The row at zero strain looks wrong. Its energy change is zero, as it must be for the reference, yet the crystal is not at rest there: it pulls inwards with a tensile stress of 11 GPa, summed over the two in-plane axes. The neighbouring rows show the consequence. Squeezing the cell by 2.5 % costs only 8.7 meV per atom, while stretching it by the same amount costs 60.0 meV.

Hexagonal Mo (P6/mmm, one atom per cell, a = 2.736 Å, c = 2.555 Å, 16.56 Å³), not relaxed beforehand, is strained equally along x and y at fixed c. Ansatz 0.2.0 was used with scalar-relativistic LDA, no spin polarisation, plane-wave PAW, 420 eV cutoff, 18×18×18 k mesh and 0.15 eV Gaussian smearing. Free energies are relative to zero strain; pressure is positive in compression.

| strain | energy change (meV/atom) | tensile stress along pattern (GPa) | pressure (GPa) |
| --- | --- | --- | --- |
| -0.1 | 627.2 | -166.24 | 63.51 |
| -0.075 | 306.8 | -107.88 | 38.81 |
| -0.05 | 105.0 | -59.86 | 19.33 |
| -0.025 | 8.7 | -19.51 | 3.93 |
| 0 | 0.0 | 11.04 | -8.02 |
| 0.025 | 60.0 | 33.57 | -17.14 |
| 0.05 | 172.7 | 49.40 | -23.94 |
| 0.075 | 323.7 | 59.76 | -28.89 |
| 0.0875 | 409.8 | 63.38 | -30.79 |
| 0.1 | 501.5 | 66.32 | -32.36 |

The zero of strain is simply not the bottom of the energy curve. The cell was not relaxed with this functional, and for LDA it is too wide in the plane at the given height. The tensile stress changes sign between −2.5 % and zero strain, so the minimum lies in that interval. LDA usually favours small volumes, which may be why the cell is under tension, but the origin of the cell is not stated and this remains a guess.

**From stress to energy**

Energy is stored work, so the stresses near zero strain can be turned into an estimate for larger strains. The tabulated tensile stress $S$ is the sum over the two in-plane axes; each axis carries half of it. As the cell is stretched, its side faces grow in width, so the force per original area is $F = S(1+e)$, where $e$ is the strain. The energy per atom then changes as

$$\frac{dE}{de} = V_0\,F ,$$

where $V_0$ is the starting volume per atom. In handy units, a force per original area of 1 GPa acting over 1 % of strain stores about 1.03 meV per atom.

Three rows are enough to describe how $F$ changes: zero strain and its neighbours at ±2.5 %. Multiplying their stresses by $1+e$ gives −19.0, 11.0 and 34.4 GPa. If $F$ rose along a straight line, the two steps would be equal. Instead the first is 30.1 GPa and the second only 23.4 GPa, so the crystal softens as it is stretched.

A parabola through these three forces has a value, a slope and a curvature at zero strain. Integrating it gives a cubic for the energy. With the strain in percent, $s = 100e$, and rounded coefficients, the rule is

$$E \approx 11.4\,s + 5.5\,s^2 - 0.18\,s^3 \quad \text{meV per atom}.$$

**What the three terms mean**

The linear term is the tension already present at the start. It makes stretching dearer and squeezing cheaper, and it would vanish if the scan began at the minimum. The quadratic term is the ordinary elastic cost, the same in both directions. By the rule, the first two terms together with the small cubic one put the minimum near −1 %, about 6 meV below the zero-strain row.

The cubic term describes bonding that stiffens when squeezed and weakens when stretched. The usual explanation is that repulsion between atoms grows steeply as they approach, while the attraction fades as they separate. The table shows the resulting asymmetry once distances are counted from the minimum. The row at −10 % lies about 9 percentage points from it and the row at 8.75 % nearly 10, yet the squeezed cell costs 627 meV and the stretched one only 410 meV.

The linear and cubic terms therefore work against each other. At small strain the initial tension wins, and stretching costs more than squeezing. The cubic term grows faster, and in the rule the two cancel near 8 %. The computed energies agree with this: stretching is still dearer at 7.5 %, but cheaper at 10 %.

**Two rows by hand**

Take a stretch of 10 %, so $s = 10$. The terms are

$$114 + 550 - 180 = 484\ \text{meV}.$$

The calculation gives 501.5 meV, so the rule is 3.5 % too low. This row did not supply the coefficients and lies four times as far out as the rows that did. The cubic term is indispensable here: without it the estimate would be 664 meV.

Now take a squeeze of 5 %, so $s = -5$. The linear term changes sign and so does the cubic one:

$$-57 + 137.5 + 22.5 = 103\ \text{meV}.$$

The computed value is 105.0 meV, about 2 % higher. This row did not enter the rule either. The initial tension returns 57 meV of the elastic cost, which is why a moderate squeeze is so cheap.

**How far the rule can be trusted**

For energies it holds over the whole scan. Its largest error is the 3.5 % at the stretched end; every other row is reproduced to within 2.5 % of its computed energy. The close agreement at ±2.5 % shows only that stresses and energies are consistent, since those stresses made the rule. The real test is in the seven rows further out. There the rule is always too low. Under compression part of the gap comes from rounding the coefficients; the rest points to missing higher terms that raise the energy in both directions.

Stress is a harder test, because it is the slope of the energy and a slope exposes a missing term sooner. At 10 % stretch the rule gives 59 GPa for the sum over both axes, where the calculation gives 66 GPa. The error has grown to 11 %, three times that of the energy in the same row. Under compression the stress stays within 3 % of the computed values.

The change of stress is harder still. Between 8.75 and 10 % stretch the computed force per original area rises by 4.0 GPa, but the rule allows only 1.1 GPa. Its parabola is about to turn over, with a maximum just above 10 %. That maximum might be mistaken for the ideal strength, the largest load a perfect crystal can bear. The table gives no support for it, because the computed stress is still rising in the last row.

A second curve shows how uncertain such a maximum is. The Morse form, a standard picture of a bond that stiffens when squeezed and gives way when pulled, can be given the same force, slope and curvature at zero strain as the parabola. At 10 % stretch it gives a stress only 4 % too high, but at 10 % squeeze it is 11 % too high, where the cubic is good to about 1 %. It puts the maximum force near 20 % strain, twice as far out as the cubic does. Two curves that agree at the centre thus disagree by a factor of two about where the force would peak. The scan speaks against the nearer maximum, because the force still rises by 4.0 GPa over the last step, but it ends too early to confirm the farther one. The output after this text compares both curves with every row.

**Using it**

For another scan of this kind, start with the stress at zero strain. If it is tensile, the minimum lies on the squeezed side and small stretches will look expensive; if it is compressive, the reverse holds. Two more stresses, one on each side, then give the stiffness and the softening. The coefficients must be worked out afresh, because those above belong to this crystal and this strain pattern. The factor $1+e$ belongs to the pattern too: for strain along a single axis it drops out, and for equal strain along all three axes it is squared.

In this scan the rule serves for energies over the whole range and for stresses up to about 5 % stretch, where it is still within 3 %. For another crystal, check these limits on a row or two further out. Do not use it to find a strength. For that, the scan itself must be carried on until the force per original area passes its maximum, and even then the crystal might give way earlier by a distortion that this scan does not allow.

The way the crystal is loaded also shapes these numbers. The height of the cell is held fixed, so the crystal cannot become thinner as it is stretched. Already at zero strain it is under 13 GPa of tension along that axis, and at 10 % stretch under 31 GPa. A crystal free to change its height would relieve this stress, and its energies would follow a different curve. Nor is this the ordinary body-centred cubic form of molybdenum: it is a simple hexagonal crystal with one atom in the cell, held in that symmetry throughout.

Output of the analysis:

```
Starting volume times 1 GPa, in meV per atom: 103.4
Linear coefficient from central stresses, meV per percent: 11.41
Quadratic coefficient from central stresses, meV per percent squared: 5.523
Cubic coefficient from central stresses, meV per percent cubed: -0.1845
Strain of the minimum by the rule, percent: -0.9884
Energy of the minimum by the rule, meV per atom: -5.721
Strain where the odd terms of the rule cancel, percent: 7.958
Computed cost of stretching less compression at 7.5 percent, meV per atom: 16.9
Computed cost of stretching less compression at 10 percent, meV per atom: -125.7
Computed rise of force per original area from 8.75 to 10 percent, GPa: 4.026
Same rise by the rule, GPa: 1.058
Strain of maximum force by the cubic rule, percent: 10.19
Strain of maximum force by the Morse curve, percent: 20.23
Axial tension in the unstrained row, GPa: 13.02
Energy by the rule, meV per atom:
     row  computed  linear  quadratic   cubic   rule     miss  miss_percent
    -0.1     627.2    -114        550     180    616    -11.2        -1.786
  -0.075     306.8   -85.5      309.4   75.94  299.8   -6.988        -2.278
   -0.05       105     -57      137.5    22.5    103       -2        -1.905
  -0.025       8.7   -28.5      34.38   2.812  8.688  -0.0125       -0.1437
     0.0         0       0          0       0      0        0             0
   0.025        60    28.5      34.38  -2.812  60.06   0.0625        0.1042
    0.05     172.7      57      137.5   -22.5    172     -0.7       -0.4053
   0.075     323.7    85.5      309.4  -75.94  318.9   -4.762        -1.471
  0.0875     409.8   99.75      421.1  -120.6  400.3   -9.542        -2.328
     0.1     501.5     114        550    -180    484    -17.5         -3.49
Stress and rival curves:
     row  stress_GPa  rule_GPa  rule_miss_percent  Morse_GPa  Morse_miss_percent  Morse_energy_meV  energy_without_cubic_meV
    -0.1      -166.2      -164             -1.321     -184.2               10.83             663.6                       436
  -0.075      -107.9    -106.1             -1.616     -114.4               6.069             315.4                     223.9
   -0.05      -59.86    -58.15             -2.854     -60.68               1.376             106.4                      80.5
  -0.025      -19.51    -19.33            -0.9475     -19.74               1.176             9.015                     5.875
     0.0       11.04     11.03           -0.09532      11.04            2.22e-14        -7.422e-15                         0
   0.025       33.57     33.53             -0.113      33.77              0.5953             60.29                     62.88
    0.05        49.4     48.74             -1.329      50.15               1.516             174.1                     194.5
   0.075       59.76     57.17              -4.33      61.54               2.979             328.5                     394.9
  0.0875       63.38     58.99             -6.927      65.72               3.685             417.5                     520.8
     0.1       66.32     59.28             -10.61      69.04               4.095             512.8                       664
```
